How strongly does a molecule push back against a magnetic field, and can the answer be had by adding up its atoms? The case is trisilylarsine, As(SiH₃)₃: one arsenic atom bonded to three silicon atoms, each carrying three hydrogens. The magnetisability is the magnetic moment that a unit field induces in one molecule. The susceptibility is the same quantity for a mole, and a negative sign means that the substance is weakly repelled by a magnet. Susceptibilities below are in 10⁻⁶ cm³/mol.

Gas-phase DFT calculations with PySCF 2.14.0 on one conformer of As(SiH₃)₃, non-relativistic, with GIAOs and density fitting, at the PBE0-D3(BJ)/def2-SVP geometry. Magnetisability and molar susceptibility are isotropic means; the anisotropy is the root of half the summed squared differences of the principal values.

| level | magnetisability (1e-30 J/T^2) | magnetisability anisotropy (1e-30 J/T^2) | susceptibility (1e-6 cm^3/mol) |
| --- | --- | --- | --- |
| B3LYP/6-31G | -1707.5 | 16.200 | -102.83 |
| B3LYP/STO-3G | -1694.7 | 12.300 | -102.05 |
| wB97X/pcSseg-1 | -1573.5 | 1.300 | -94.76 |
| OLYP/pcSseg-1 | -1542.9 | 7.200 | -92.92 |
| B3LYP/6-311G(d,p) | -1535.0 | 9.800 | -92.44 |
| B3LYP/def2-TZVP | -1486.5 | 3.500 | -89.52 |

**From one atom to a molecule**

Begin with a single closed-shell atom. Its electron cloud is round, so a field can set the whole cloud turning freely about the nucleus, and the moment of this circulation opposes the field. This is Larmor diamagnetism. Its strength grows with the number of electrons and with their mean squared distance from the nucleus, so a large, soft atom counts for more than a small one.

Now place several such atoms far apart. Each responds as before, and the total must be the plain sum. The usual formula hides this, because it measures all distances from one common origin, and electrons on a distant atom then seem to make an enormous loop. A paramagnetic term of opposite sign removes the false loop exactly.

In As(SiH₃)₃ the same cancellation can be made visible. Electrons sitting exactly on the nuclei would contribute about 777 to each of the two terms, with opposite signs. Once this amount is taken out of both, B3LYP/def2-TZVP leaves a diamagnetic part of −115 and a paramagnetic part of +26. The first stands in for a sum of round atoms, though bonding alters it somewhat too, and the second arises only because the atoms are bonded.

The second part has two sources. One is bookkeeping: where bonding has shifted charge from one atom to another, a remnant of the false loop stays in both parts and cancels in the total. The other is a real hindrance. An electron in a bond feels several nuclei, so its cloud is no longer round and can't turn freely. In quantum terms, the field mixes some empty orbitals into the filled ones, which weakens the repulsion. In all six rows the second part as a whole is positive. A sum of atoms remains useful if each atom is charged with its usual share of this hindrance.

**The rule, worked on two rows**

Pascal's constants do precisely that. They are increments per atom, drawn from measured susceptibilities of bonded compounds, so the average hindrance is already inside them. Roughly recalled values are −21 for three-valent arsenic, −13 for silicon and −2.9 for hydrogen. For one As, three Si and nine H:

χ ≈ −21 + 3 × (−13) + 9 × (−2.9) = −21 − 39 − 26.1 = −86.1

To turn this into a magnetisability, divide by the ratio of the two table columns, 89.52/1486.5 = 0.0602. The result is about −1430 × 10⁻³⁰ J/T².

The first row to compare is B3LYP/def2-TZVP, with a susceptibility of −89.5. The estimate is too weak by 3.4, or 4% of the computed value. The diamagnetic part alone, at −115, would have been too strong by 26, so it can't replace increments that already allow for bonding.

The second row is B3LYP/6-31G, with −102.8. The molecule is the same and so is the estimate, but now it is too weak by 16.7, or 16% of the computed value. Neither row helped to set the increments. The different verdicts come from the calculations, and they can be understood with the same two parts.

**Why the level of theory matters**

A calculation can show the hindrance only as well as its basis lets the filled orbitals change. In B3LYP/STO-3G the paramagnetic part is only about 1. That is a net result and doesn't mean that the orbitals fail to respond: the same run still finds a sizeable paramagnetic effect on the shielding of the silicon nuclei. But a minimal basis has few empty orbitals to mix in, so it describes the response poorly.

B3LYP/6-31G offers more freedom, and its paramagnetic part rises to 14. It still has only round s functions on hydrogen, and a round function looks the same however it is turned. A sideways distortion of the Si–H bond therefore has little to draw on at its hydrogen end. Polarisation functions, which are p functions on hydrogen and d functions on silicon, supply the shapes that such a distortion needs.

The numbers fit this picture. From 6-31G to def2-TZVP, both with B3LYP, the susceptibility becomes less negative by 13.3, and 11.8 of this comes from the paramagnetic part. The electron cloud has hardly changed its size; it has become better able to respond. That polarisation functions do most of the work is an argument from theory, because the larger basis also has more functions of the ordinary kinds.

STO-3G seems to break the pattern, since its total of −102.1 nearly equals that of 6-31G. The parts show why. Its paramagnetic part is weaker by about 13, but so is its diamagnetic part, because the minimal basis gives a more compact electron cloud. These two differences between the rows nearly cancel in the total. A different sharing of charge between the atoms would shift both parts in this way, but the split can't tell how much of the change it explains. The close totals are in any case no sign that either row is sound.

This gives a way to guess a neighbouring level for the same molecule. If polarisation functions were added to 6-31G, the argument leads one to expect a susceptibility clearly less negative than −103. A change of functional should matter less: with the pcSseg-1 basis, ωB97X and OLYP differ by only 1.8.

**How far to trust the estimate**

The sum is less diamagnetic than every row of the table. Over the four rows with polarisation functions on silicon and hydrogen it misses by 6.3 on average, and by 9% of the computed value at worst. Over all six rows the mean miss is 9.7. For a quick figure, then, expect to be within about a tenth of a calculation with a polarised basis on this molecule. The printed output after this text compares the unadjusted sum with each row and lists the two parts.

The small miss for def2-TZVP should not be read as a verdict on that level. Going from 6-311G(d,p) to def2-TZVP still shifts the susceptibility by 2.9, almost as much as the 3.4 that separates def2-TZVP from the estimate. Convergence with the basis is therefore not shown. The increments also aim at measured substances, whereas these calculations treat a molecule at rest and leave out relativity, which may matter for arsenic.

As rounded here, the silicon increment is the weakest number in the sum, because it is given only to the nearest whole unit and enters three times. An error of 1 in it moves the answer by 3, which is nearly the whole distance to the def2-TZVP row. With arsenic and hydrogen held fixed, matching the six rows would take silicon values from about −14 to −19. That spread belongs to the level of theory and not to silicon, so an increment tuned to a poor basis would carry the fault of that basis into every later estimate.

A single molecule tests one sum and not the separate increments: too large a value for arsenic could hide too small a value for silicon. The reasoning itself marks where the rule should stop. It needs closed shells and electrons that stay near their own atoms and bonds. In an aromatic ring, electrons can circulate around the whole ring, and a sum over atoms has no place for that loop. With unpaired electrons, the moments of their spins usually outweigh the diamagnetism altogether.

Printed output of the fit:

```
Pascal estimate of the susceptibility (1e-6 cm^3/mol): -86.1
Pascal estimate of the magnetisability (1e-30 J/T^2): -1430
Pascal estimate against each level (1e-6 cm^3/mol):
                row  computed  estimate_less_computed  miss_in_percent  Si_increment_needed
        B3LYP/6-31G    -102.8                   16.73            16.27               -18.58
       B3LYP/STO-3G      -102                   15.95            15.63               -18.32
     wB97X/pcSseg-1    -94.76                    8.66            9.139               -15.89
      OLYP/pcSseg-1    -92.92                    6.82             7.34               -15.27
  B3LYP/6-311G(d,p)    -92.44                    6.34            6.859               -15.11
    B3LYP/def2-TZVP    -89.52                    3.42             3.82               -14.14
mean absolute miss over all rows (1e-6 cm^3/mol): 9.653
mean absolute miss over the rows with polarisation functions (1e-6 cm^3/mol): 6.31
change of the estimate if the Si increment is 1 more negative (1e-6 cm^3/mol): -3
term of electrons placed on the nuclei, moved between the two parts (1e-6 cm^3/mol): 777.1
parts after that term is moved (1e-6 cm^3/mol):
                row  diamagnetic_part  paramagnetic_part
        B3LYP/6-31G            -116.6               13.8
       B3LYP/STO-3G            -103.3              1.209
     wB97X/pcSseg-1            -116.3              21.51
      OLYP/pcSseg-1            -115.2              22.29
  B3LYP/6-311G(d,p)            -115.7              23.29
    B3LYP/def2-TZVP            -115.1               25.6
B3LYP susceptibility, 6-311G(d,p) less 6-31G (1e-6 cm^3/mol): 10.39
B3LYP susceptibility, def2-TZVP less 6-311G(d,p) (1e-6 cm^3/mol): 2.92
B3LYP susceptibility, def2-TZVP less 6-31G (1e-6 cm^3/mol): 13.31
paramagnetic part of that last change (1e-6 cm^3/mol): 11.8
diamagnetic part, STO-3G less 6-31G (1e-6 cm^3/mol): 13.37
paramagnetic part, STO-3G less 6-31G (1e-6 cm^3/mol): -12.59
susceptibility in pcSseg-1, wB97X less OLYP (1e-6 cm^3/mol): -1.84
largest anisotropy as percent of the magnetisability: 0.9488
```
